Notes on the heavy radial mode: what survives of the sigma-model limit at finite κ, with numbers for La2CuO4

The one-loop flow of the nonlinear sigma model comes out of the truncated functional flow only after the radial mode is made infinitely heavy. I want to know where that step enters, what the first term beyond it is, whether the truncation gets that term right, and how large it is for the Heisenberg layers of La2CuO4.

1. Conventions

O(N) field φ, ρ = φ²/2, Boltzmann weight exp(−Γ), temperature T written as an energy (k_B = 1) unless kelvin is shown. Truncation: Γ_k = ∫d^dx [U_k(ρ) + (Z_k/2)(∇φ)²], with Z_k independent of field and momentum. Flow time t = ln(k/Λ), negative towards long wavelengths, and η = −∂_t ln Z_k. Litim's optimised regulator R_k = Z_k(k² − q²)θ(k² − q²) makes P = Z_k q² + R_k equal to Z_k max(q², k²). The measure is ∫_q = 2v_d ∫dx x^(d/2−1), x = q², v_d = 1/(2^(d+1) π^(d/2) Γ(d/2)), so 2v_2 = 1/(4π). With the minimum at ρ0 and U″(ρ0) = λ̄, the scaled variables are κ = Z ρ0 k^(2−d), λ = λ̄ k^(d−4)/Z², and the squared radial mass in units of Zk² is w = 2κλ.

At frozen length φ = √(2ρ0) n, the gradient term is (K/2)(∇n)² with K = 2Zρ0. In d = 2 this gives K = 2κ = ρ_s(k)/T, with ρ_s(k) the running stiffness. The natural variable is y = 4πκ = 2πρ_s(k)/T.

2. The anomalous dimension

Write φ = (√(2ρ0) + σ, π). The potential contains λ̄√(2ρ0) σπ²/2, and the only momentum-dependent one-loop term of the Goldstone self-energy is −2ρ0λ̄² ∫_q G_T(q) G_L(q+p), with G_T = 1/P and G_L = 1/(P + 2ρ0λ̄). For two isotropic functions, one partial integration shows that the p² term of ∫A(q)B(q+p) is −(2p²/d)∫q²A′B′, primes meaning d/dq². The contribution to Z is therefore

(4ρ0λ̄²/d) ∫_q q² P′² / [P²(P + 2ρ0λ̄)²].

Wetterich's flow equation differentiates this with respect to t through R_k only. P′ equals Z for q > k and vanishes for q < k. The part of ∂_tR_k proportional to η is continuous, lives at q < k, and so multiplies P′ = 0. The remaining part is k∂_k at fixed Z, which acts on the lower limit q = k of the integral. Collecting factors,

(1) η = (16v_d/d) κλ²/(1 + 2κλ)², and in d = 2, η = (1/y) w²/(1 + w)².

3. The flow of the minimum

In d = 2 the scaled potential u(ρ) obeys

(2) ∂_t u = −2u + ηρu′ + (1/4π)(1 − η/4)[(N−1)/(1 + u′) + 1/(1 + u′ + 2ρu″)],

where ρ is now the scaled field and 1 − η/4 = ½∫₀¹dx [2 − η(1−x)]. The condition u′(κ) = 0 gives ∂_tκ = −∂_tu′/λ, and with u₃ = u‴(κ),

(3) dy/dt = −w²/(1+w)² + (1 − η/4)[(N−1) + (3 + 2κu₃/λ)/(1+w)²].

4. Where the assumption enters

The sigma-model result needs three replacements in (3): w²/(1+w)² → 1, which is η → 1/(4πκ); the radial loop → 0; and 1 − η/4 → 1. Then dy/dt = −1 + (N−1) = N − 2, or dK/dt = (N−2)/(2π), the one-loop flow. The first two replacements say w → ∞, the third says y → ∞. They are one assumption, because w is tied to y by the flow itself, as follows.

Put m(s) = u′(κ + s) and A = (N−1)/(4π). Differentiate (2), follow the moving minimum, and keep only terms that stay finite for κ → ∞. By (3), ηκ + ∂_tκ → A, so

∂_t m = −2m + A m′ [1 − 1/(1+m)²].

For the slope at s = 0 in the quartic truncation (u₃ = 0) this reads ∂_t(1/λ) = 2/λ − 2A, solved by 1/λ = A + (1/λ_Λ − A)(k/Λ)². Even a hard-spin start, λ_Λ = ∞, relaxes to λ* = 1/A with a time constant of one half in t. The rigid length of the sigma model is not kept by the effective action: Goldstone fluctuations soften the radial direction down to λ*. For the full potential the stationary form obeys

(4) m′ = (2/A)(1+m)²/(2+m),

which gives λ* = m′(0) = 4π/(N−1) again, and u₃* = m″(0) = (3/2)λ*². Hence

(5) w = 2y/(N−1), 2κu₃/λ = 3w/2.

For N = 3, w = y. The radial mode is exactly as heavy as the stiffness is large, and 1/y is the only small parameter.

5. The first correction inside the truncation

I write dy/dt = (N−2) + B/y + O(1/y²). Corrections of relative order 1/y to λ* and u₃* change (3) only at 1/y², since λ and u₃ first appear at order 1/w. Three terms remain.

(a) Finite mass in η: −w²/(1+w)² = −1 + 2/w + …, giving +(N−1)/y.
(b) The η in ∂_tR_k: −(N−1)η/4, giving −(N−1)/(4y).
(c) The radial loop. The term 3/(1+w)² is of order 1/y², but the cubic term carries a factor κ: (3w/2)/w² = 3/(2w), giving +3(N−1)/(4y).

I nearly missed (c), since a quartic potential sets it to zero by hand. The sums are

(6) B(quartic) = 3(N−1)/4, B(full potential) = 3(N−1)/2.

For N = 3 these are 3/2 and 3. The sign is positive: at finite w the anomalous dimension is smaller than 1/y, it offsets less of the Goldstone term, and the stiffness decays faster than at one loop. All three terms were computed for this regulator, and I have not repeated them for another.

6. What B has to be

B is not a matter of scheme. A change y → y + b₀ + b₁/y, or a constant rescaling of k, leaves both N − 2 and B unchanged and alters only the 1/y² term. An untruncated flow must therefore give the two-loop coefficient of the sigma model. It can be fixed by three facts.

First, expanding in π, a two-loop diagram has at most two closed index loops, so B is a polynomial in N of degree two at most. Second, for N = 2 the angle variable makes the action Gaussian, so B(2) = 0 (vortices do not show in powers of 1/y). Third, the 1/N expansion gives the large-N behaviour. Integrating the flow from the mass gap μ = 1/ξ up to Λ gives, with L = ln(Λ/μ) large,

(7) y = (N−2)L + [B/(N−2)] ln L + const.

To compute the same relation directly, rescale n → φ/√K and impose φ² = K by a multiplier field with mean M. Integrating out φ and the Gaussian fluctuations of the multiplier leaves the potential (N/2)∫ln(p² + M) − KM/2 + ½∫_q ln Π(q), with

Π(q) = ∫_p 1/[(p²+M)((p+q)²+M)] = ℓ/(2πq²χ), χ = √(1 + 4M/q²), ℓ = ln[(χ+1)/(χ−1)].

Stationarity in M gives K = (N/4π) ln(Λ²/M) + ∫_q ∂_M ln Π, and ∂_M ln Π = −2/(q² + 4M) − 1/(Mχℓ). The gap is μ² = M + Σ. The multiplier fluctuates along the imaginary axis with propagator 2/(NΠ), so Σ = (2/N)∫_q G(p+q)/Π(q) with G = 1/((p+q)² + M). At p² = −M the angular average of G is 1/(q²χ), and Σ = (1/N)∫dq²/ℓ. To first order in 1/N, ln(Λ²/M) = ln(Λ²/μ²) + Σ/M. The power divergences cancel and

(8) y = 2πK = N L + ½∫dq² [−2/(q² + 4M) + (1 − 1/χ)/(Mℓ)].

For q² ≫ M the bracket tends to −2/q² + 2/(q² ln(q²/M)), so y = NL − 2L + ln L + const. The logarithms come from μ ≪ q ≪ Λ and do not depend on how the cutoff is made. The −2L confirms the one-loop coefficient. Comparing ln L with (7): B has no N² term and the coefficient of N is 1. With B(2) = 0,

(9) B(exact) = N − 2.

So the truncation has the right sign for N = 3 but neither the size nor the N dependence. The full-potential value exceeds (9) by (N+1)/2, which is 2 for N = 3, twice the exact coefficient. The quartic value lies nearer, at 3/2 against 1, but only because it omits (c), a term that belongs to the same truncation. For N = 2 both values in (6) are nonzero, and dy/dt = B/y would destroy a stiffness that in perturbation theory does not run.

7. Why the truncation fails at this order and not before

The stationary coupling is an inverse Goldstone bubble: with Z = k = 1, 1/λ* = ((N−1)/2)∫_q G_T² = ((N−1)/2)(1/4π)(1 + 1) = A, the two terms coming from q < k and q > k. At momentum p the rule of section 2 turns the factor 2 into 2 − p²∫₁^∞dx x/x⁴ = 2 − p²/2, so

λ(p) = λ*[1 + p²/(4k²) + …].

This momentum dependence, a quarter at p = k, is not suppressed by 1/y. It is the term proportional to (∇ρ)² that the truncation leaves out, and the nonlinear terms in p are unsuppressed as well. With a momentum-dependent coupling, the quartic exchange and the σ exchange in the Goldstone self-energy combine into

∫_q G_T(q) λP/(P + 2ρ0λ) = ∫_q G_T(q) [P/(2ρ0) − P²/(4ρ0²λ) + …],

with λ and P taken at p + q. The first term is free of λ. It produces η = 1/y whatever shape λ(p) has, which is why the one-loop result is safe. The second term contains 1/λ(p+q), the whole bubble, exactly as Π(q) enters (8). Term (a) is this term with the bubble frozen at zero momentum. The omitted pieces (momentum dependence of λ, field dependence of Z, higher gradients) must add up to −(N+1)/(2y) in the slope. I have their sum from (6) and (9), not their separate shares. The bubble cannot supply all of it: 1/λ(p) is proportional to N − 1, so restoring its momentum dependence shifts B by a multiple of N − 1, whereas −(N+1)/2 = −(N−1)/2 − 1 is not such a multiple.

8. Inputs for La2CuO4

Typical values, assumed throughout: exchange J ≈ 0.135 eV, Cu–Cu distance a ≈ 3.8 Å, zero-temperature stiffness of the spin-1/2 square-lattice antiferromagnet ρ_s ≈ 0.18 J, spin-wave velocity ħc ≈ 1.66 Ja, Néel temperature near 325 K, out-of-plane spin-wave gap Δ ≈ 5 meV. Then ρ_s = 0.0243 eV, 2πρ_s = 0.153 eV or 1772 K, and ħc = 0.85 eV Å. Everything computed below is the model's, for these inputs.

The layers are quantum magnets, so the classical flow needs a starting scale. In a one-loop momentum shell the classical weight T/(ρ_s q²) of a mode is multiplied by (x/2)coth(x/2) = x/2 + x/(e^x − 1), x = ħcq/T. The x/2 part is absorbed in the zero-temperature ρ_s. The thermal part lowers y by (N−2)∫dx/(e^x − 1) from x = ħck/T upward, which tends to (N−2) ln(T/ħck) at small k. The classical flow thus starts at Λ = T/ħc with y₀ = 2πρ_s/T. Another regulator multiplies Λ by a constant, so I look only at slopes and at ratios of ξ. At 400 K, T = 34.5 meV, 1/Λ = 25 Å, y₀ = 4.43, κ = 0.35. At 550 K, y₀ = 3.22, κ = 0.26. "Large κ" here means κ of about a third, saved only by the factor 4π.

9. Size of the correction

The relative change of the slope at the start of the flow is B/y₀.

B = 1 (exact): 0.23 at 400 K, 0.31 at 550 K
B = 3/2 (quartic): 0.34 and 0.47
B = 3 (full potential): 0.68 and 0.93

These are lower bounds along the flow, since y decreases. To see how far the expansion itself can be trusted I solved the quartic case without expanding. From (2) with u₃ = 0 and N = 3,

∂_tλ/λ = −2 + 2η + (λ/4π)(1 − η/4)[4 + 18/(1+w)³], λ = 2πw/y.

Setting this to zero at y = 4.43 gives w = 3.79 and η = 0.14, against 1/y = 0.23, and (3) gives a slope of 1.43, against 1.34 from 1 + B/y. The 1/y² terms add 0.09, about a quarter of the first correction, so two figures are all these numbers carry.

For the correlation length I integrate dy/dt = 1 + B/y from y₀ down to a fixed y* of order one, reached at k = 1/ξ:

(10) ln(Λξ) = y₀ − y* − B ln[(y₀ + B)/(y* + B)].

For large y₀, with 1/Λ = ħc/T = (ħc/2πρ_s) y₀,

(11) ξ = C (ħc/2πρ_s) y₀^(1−B) exp(y₀) [1 + O(1/y₀)],

with C a constant that the expansion does not fix. The correction is a power of T in the prefactor. One loop gives a prefactor ∝ 1/T, the exact B a constant one, the quartic truncation √T, the full potential T². In the ratio r = ξ(400 K)/ξ(550 K) both C and y* drop out. Forms (10) and (11) agree to the order derived, and their spread measures what the next order can do.

B = 0: r = 4.6 from both
B = 1: 3.6 from (10), 3.3 from (11)
B = 3/2: 3.3 and 2.9
B = 3: 2.7 and 1.8

For B = 1 the two forms differ by 7 per cent and the shift from one loop is well resolved. It amounts to 0.25 in ln r by (10). For B = 3 the forms differ by a factor 1.5, so there I can state a direction and a range, no more.

The same content as a fitting bias: (11) gives d ln ξ/d(1/T) = 2πρ_s + (1−B)T. If a system follows B = 1, fitting its local slope with another B returns 2πρ_s − (1−B)T. One loop returns a stiffness too low by T, 23 per cent at 400 K. The quartic truncation returns one too high by T/2, 11 per cent, and the full potential one too high by nominally 2T, 45 per cent.

10. A rival from the material

The gap Δ gives one Goldstone mode a scaled mass m_Δ² = (Δ/T)² = 0.021 at the start at 400 K. For N = 3 the in-plane stiffness is worn down by the out-of-plane mode, so the mass lowers the slope by a fraction of order m_Δ². It grows as (Λ/k)² but is also renormalised. Averaging n_a n_b over a shell with variance ε = |dt|/y per transverse component gives n_a n_b(1 − Nε) plus a multiple of δ_ab, so the anisotropy energy h obeys d ln h/dt = N/y, and m_Δ² ∝ h/(y k²). Along the B = 1 flow h ∝ (y+1)³, and with (10) for Λ/k,

m_Δ²(y) = (Δ/T)² (y₀/y) [(y+1)/(y₀+1)]⁵ exp[2(y₀ − y)].

At y = 2 this is 0.31 for 400 K and 0.04 for 550 K, to be set beside B/y = 0.5. Taking the loss of slope as m_Δ², its integral over t down to y = 2 is 0.21 at 400 K, and dividing by the local slope 1.5 gives 0.14 in ln ξ. This estimate depends on where I stop and on the regulator, but it is about half of the 0.25 from the two-loop term and of opposite sign in r. The smaller in-plane gap and the interlayer coupling, both typically weaker, act the same way. Nearer the Néel temperature the anisotropy wins and the O(3) analysis stops applying.

11. Where this leaves the assumption

The heavy radial mode means 2πρ_s(k)/T ≫ 1 and nothing else, by (5). Dropping it adds B/y to the slope N − 2. Within the truncation that yields (1), B = 3(N−1)/2, or half of that for a quartic potential, while the exact value is N − 2. The excess (N+1)/2 of the full-potential value is the combined effect of the frozen Goldstone bubble, the neglected field dependence of Z and the neglected higher gradients; the bubble is one source, cannot be the whole, and its share is not determined here. For the assumed La2CuO4 inputs the exact term speeds up the stiffness flow by 23 to 31 per cent at the start and lowers the model's r from 4.6 to between 3.3 and 3.6, before an upward shift of the order of 15 per cent from the gap. As typical knowledge and not as a measurement, ξ in this compound falls by a factor of about three and a half over this window. The one-loop model overshoots that by roughly a third and the full-potential truncation falls short by a quarter to a half. I draw nothing from the nearness of the B = 1 range, because typical stiffness values are themselves often obtained from fits of ξ(T) with a constant prefactor.